**Two-channel analysis of 4d$_{5/2}$ photoionisation of Hf$^{2+}$**

The table holds the cross section and asymmetry parameter beta of the N5 subshell of Hf$^{2+}$ from 1.5 to 400 eV kinetic energy, for independent particles in a Dirac-Hartree-Slater potential with a Latter tail. The program applies the nonrelativistic Cooper-Zare formula for p and f waves to bound the f share row by row, fits a constant amplitude ratio and phase offset with the Coulomb phase below 15 eV, and tests each crossing of beta = 0.2 as a zero of the f amplitude using a tangent power law for the p channel. The bounds require comparable p and f strength at threshold and near 100 eV. The Coulomb-phase model has an rms error of 0.063 in beta over the fitted rows and fails above about 34 eV. Of the crossings at 13.6, 45.9 and 259 eV, only the middle one keeps the p channel within its bounds in all rows, which is consistent with a Cooper minimum but does not prove it.

Calculated values. Radial Dirac-Fock and Kohn-Sham solver 2: photoionisation of the N5 (4d5/2) subshell of Hf2+ ([Xe] 4f14 5d2), independent particles without interchannel coupling. Bound and continuum orbitals in the initial state's Dirac-Hartree-Slater potential with a Latter tail; all multipoles, length form; thresholds from Dirac-Fock Delta-SCF; nuclear rms radius 5.347 fm.

## Program and output

```python
# Table: Hf2+ 4d5/2 (N5) photoionisation cross section (Mb) and beta against electron kinetic energy,
# radial solver, Dirac-Hartree-Slater potential with Latter tail, independent particles.
# Tested: two-channel (p, f) Cooper-Zare formula: bounds on the f share, Coulomb-phase model
# near threshold, and which beta = 0.2 crossing is compatible with a zero of the f amplitude.
T = {
    'kinetic_energies': [1.5, 1.88, 2.35, 2.93, 3.67, 4.58, 5.73, 7.17, 8.96, 11.21, 14.01, 17.52, 21.91, 27.39, 34.25, 42.82, 53.54, 66.95, 83.71, 104.7, 130.9, 163.7, 204.6, 255.8, 319.9, 400.0],  # eV
    'cross_section': [0.3641, 0.3639, 0.3636, 0.3629, 0.3618, 0.3599, 0.3568, 0.3519, 0.3445, 0.3338, 0.3188, 0.2986, 0.2731, 0.2457, 0.2186, 0.1964, 0.1839, 0.1856, 0.2044, 0.2404, 0.2883, 0.3378, 0.3797, 0.4068, 0.4108, 0.3903],  # Mb
    'beta': [-0.883, -0.849, -0.805, -0.748, -0.674, -0.582, -0.467, -0.327, -0.163, 0.025, 0.227, 0.428, 0.595, 0.678, 0.61, 0.332, -0.139, -0.643, -0.954, -0.966, -0.752, -0.442, -0.119, 0.183, 0.451, 0.674],
}
import numpy as np
from scipy.constants import physical_constants as pc
from scipy.interpolate import CubicSpline
from scipy.optimize import least_squares
E, s, b = (np.array(T[k], float) for k in ("kinetic_energies", "cross_section", "beta"))
k = np.sqrt(2*E/pc["Hartree energy in eV"][0])
Z = 3  # charge of the Latter tail: ion charge 2, plus 1
dc = -(np.arctan(Z/(2*k)) + np.arctan(Z/(3*k)))  # Coulomb phase, f minus p
cz = lambda r, c: (2 + 12*r*r - 36*r*c)/(10 + 15*r*r)
share = lambda r: 3*r*r/(2 + 3*r*r)
a, c0 = 12 - 15*b, 2 - 10*b
D = np.sqrt(1296 - 4*a*c0)
flo, fhi = share(abs(36 - D)/(2*a)), share((36 + D)/(2*a))
plo, phi = s*(1 - fhi), s*(1 - flo)
x = np.log(E); S = CubicSpline(x, np.log(s)); B = CubicSpline(x, b - 0.2)
X0 = B.roots(extrapolate=False)
ext = [u for u in S.derivative().roots(extrapolate=False) if np.exp(u) > 20]
print("rounding of table: sigma 0.00005 Mb, beta 0.0005")
print(f"log slope of sigma, first 5 rows: {np.polyfit(x[:5], np.log(s[:5]), 1)[0]:.4f}; drop {100*(1-s[4]/s[0]):.2f}%")
print("spline extrema of sigma: " + ", ".join(f"{np.exp(S(u)):.4f} Mb at {np.exp(u):.0f} eV" for u in ext))
print(f"lowest row/first row {s.min()/s[0]:.3f}; highest/lowest {s.max()/s.min():.3f}; last/highest {s[-1]/s.max():.3f}")
m = E < 15
res = lambda p: cz(p[0], np.cos(dc + p[1])) - b
fits = [least_squares(lambda p: res(p)[m], [r0, np.pi], bounds=([0.01, 0], [6, 2*np.pi])) for r0 in (0.4, 1.5)]
for f, r0 in zip(fits, (0.4, 1.5)):
    print(f"Coulomb fit E<15 eV, start r={r0}: r={f.x[0]:.3f}, f share {share(f.x[0]):.2f}, offset {f.x[1]:.3f} rad,"
          f" rms {np.sqrt(np.mean(f.fun**2)):.4f}, worst {abs(f.fun).max():.4f} at {E[m][abs(f.fun).argmax()]} eV")
best = min(fits, key=lambda f: f.cost); rb = res(best.x)
print(f"Coulomb phase change 1.5-14 eV {dc[m][-1]-dc[0]:.2f} rad, 14-400 eV {dc[-1]-dc[m][-1]:.2f} rad")
for i in (0, b.argmin() - 1, b.argmin()):
    need = 2*np.sqrt(a[i]*c0[i])/36
    print(f"E={E[i]} eV: least |cos| {need:.3f}; Coulomb fit |cos| {abs(np.cos(dc[i]+best.x[1])):.3f};"
          f" sigma_p in {plo[i]:.3f}-{phi[i]:.3f} Mb")
def tangent(u, I):
    e0 = np.exp(u); n = -float(S(u, 1))/e0*(e0 + I)
    sp = np.exp(S(u))*((E + I)/(e0 + I))**(-n)
    return n, sp, np.maximum(np.maximum(sp - phi, plo - sp), 0)
bad = []
for u in X0:  # thresholds I are rough guesses (neutral 4d5/2 recalled near 210 eV, ion deeper)
    out = []
    for I in (210, 240, 270):
        n, sp, ex = tangent(u, I)
        out.append(f"I={I}: n={n:.2f}, {int((ex > 5e-4).sum())} out, max {ex.max():.3f}")
    bad.append(int((tangent(u, 240)[2] > 5e-4).sum()))
    print(f"f zero at {np.exp(u):.1f} eV (sigma {np.exp(S(u)):.4f} Mb)? " + "; ".join(out))
print("out = rows where tangent sigma_p leaves its bounds by >0.0005 Mb; max excess in Mb; I in eV")
n, sp, ex = tangent(X0[1], 240)
print(f"sigma minimum lies {np.exp(ext[0])-np.exp(X0[1]):.1f} eV above the middle crossing")
print("last three columns: f zero at middle crossing, I=240 eV, r negative below it")
print("  E/eV  Coul/rad fit-beta  f share bounds  sig_p/Mb sig_f/Mb  cos")
for i in range(len(E)):
    f = 1 - sp[i]/s[i]; txt = "   --"
    if f > 1e-6:
        r = np.sqrt(2*f/(3*(1 - f)))*np.sign(x[i] - X0[1])
        txt = f"{(a[i]*r*r + c0[i])/(36*r):5.2f}"
    print(f"{E[i]:7.2f} {dc[i]:6.2f} {rb[i]:+8.3f}   {flo[i]:.3f}-{fhi[i]:.3f}   {sp[i]:7.4f} {s[i]-sp[i]:8.4f}  {txt}")
assert len(X0) == 3 and np.exp(X0[1]) < E[s.argmin()] < np.exp(X0[2])
assert flo[b.argmin()] > 0.25 and fhi[b.argmin()] < 0.55
assert 1 < n < 4
assert bad[1] < min(bad[0], bad[2])
```

Printed output:

```
rounding of table: sigma 0.00005 Mb, beta 0.0005
log slope of sigma, first 5 rows: -0.0069; drop 0.63%
spline extrema of sigma: 0.1827 Mb at 59 eV, 0.4123 Mb at 296 eV
lowest row/first row 0.505; highest/lowest 2.234; last/highest 0.950
Coulomb fit E<15 eV, start r=0.4: r=0.721, f share 0.44, offset 3.069 rad, rms 0.0632, worst 0.1333 at 14.01 eV
Coulomb fit E<15 eV, start r=1.5: r=0.721, f share 0.44, offset 3.069 rad, rms 0.0632, worst 0.1333 at 14.01 eV
Coulomb phase change 1.5-14 eV 0.85 rad, 14-400 eV 1.30 rad
E=1.5 eV: least |cos| 0.919; Coulomb fit |cos| 0.894; sigma_p in 0.147-0.285 Mb
E=83.71 eV: least |cos| 0.968; Coulomb fit |cos| 0.540; sigma_p in 0.097-0.147 Mb
E=104.7 eV: least |cos| 0.976; Coulomb fit |cos| 0.610; sigma_p in 0.119-0.169 Mb
f zero at 13.6 eV (sigma 0.3210 Mb)? I=210: n=3.85, 19 out, max 0.113; I=240: n=4.36, 19 out, max 0.113; I=270: n=4.88, 20 out, max 0.113
f zero at 45.9 eV (sigma 0.1912 Mb)? I=210: n=1.94, 0 out, max 0.000; I=240: n=2.17, 0 out, max 0.000; I=270: n=2.40, 0 out, max 0.000
f zero at 259.2 eV (sigma 0.4077 Mb)? I=210: n=-0.30, 20 out, max 0.208; I=240: n=-0.32, 20 out, max 0.209; I=270: n=-0.34, 20 out, max 0.209
out = rows where tangent sigma_p leaves its bounds by >0.0005 Mb; max excess in Mb; I in eV
sigma minimum lies 12.6 eV above the middle crossing
last three columns: f zero at middle crossing, I=240 eV, r negative below it
  E/eV  Coul/rad fit-beta  f share bounds  sig_p/Mb sig_f/Mb  cos
   1.50  -2.60   +0.043   0.218-0.597    0.2758   0.0883  -0.98
   1.88  -2.54   +0.051   0.196-0.624    0.2748   0.0891  -0.95
   2.35  -2.48   +0.057   0.171-0.655    0.2737   0.0899  -0.91
   2.93  -2.41   +0.060   0.145-0.689    0.2722   0.0907  -0.86
   3.67  -2.33   +0.060   0.117-0.727    0.2705   0.0913  -0.80
   4.58  -2.25   +0.052   0.089-0.767    0.2683   0.0916  -0.73
   5.73  -2.16   +0.036   0.061-0.810    0.2656   0.0912  -0.64
   7.17  -2.06   +0.009   0.036-0.854    0.2622   0.0897  -0.53
   8.96  -1.96   -0.029   0.016-0.895    0.2582   0.0863  -0.40
  11.21  -1.86   -0.079   0.004-0.933    0.2532   0.0806  -0.25
  14.01  -1.75   -0.133   0.000-0.964    0.2472   0.0716  -0.09
  17.52  -1.65   -0.179   0.006-0.985    0.2399   0.0587   0.09
  21.91  -1.54   -0.187   0.017-0.995    0.2313   0.0418   0.29
  27.39  -1.43   -0.112   0.025-0.998    0.2211   0.0246   0.47
  34.25  -1.32   +0.112   0.019-0.996    0.2093   0.0093   0.65
  42.82  -1.22   +0.538   0.002-0.976    0.1958   0.0006   0.80
  53.54  -1.11   +1.148   0.014-0.901    0.1806   0.0033   0.90
  66.95  -1.02   +1.779   0.107-0.741    0.1639   0.0217   0.97
  83.71  -0.93   +2.205   0.283-0.523    0.1461   0.0583   1.00
 104.70  -0.84   +2.319   0.299-0.506    0.1275   0.1129   0.99
 130.90  -0.76   +2.194   0.147-0.686    0.1088   0.1795   0.93
 163.70  -0.69   +1.961   0.056-0.818    0.0905   0.2473   0.83
 204.60  -0.62   +1.703   0.012-0.905    0.0734   0.3063   0.69
 255.80  -0.56   +1.456   0.000-0.958    0.0580   0.3488   0.52
 319.90  -0.50   +1.235   0.007-0.986    0.0445   0.3663   0.31
 400.00  -0.45   +1.051   0.025-0.998    0.0333   0.3570   0.09
```
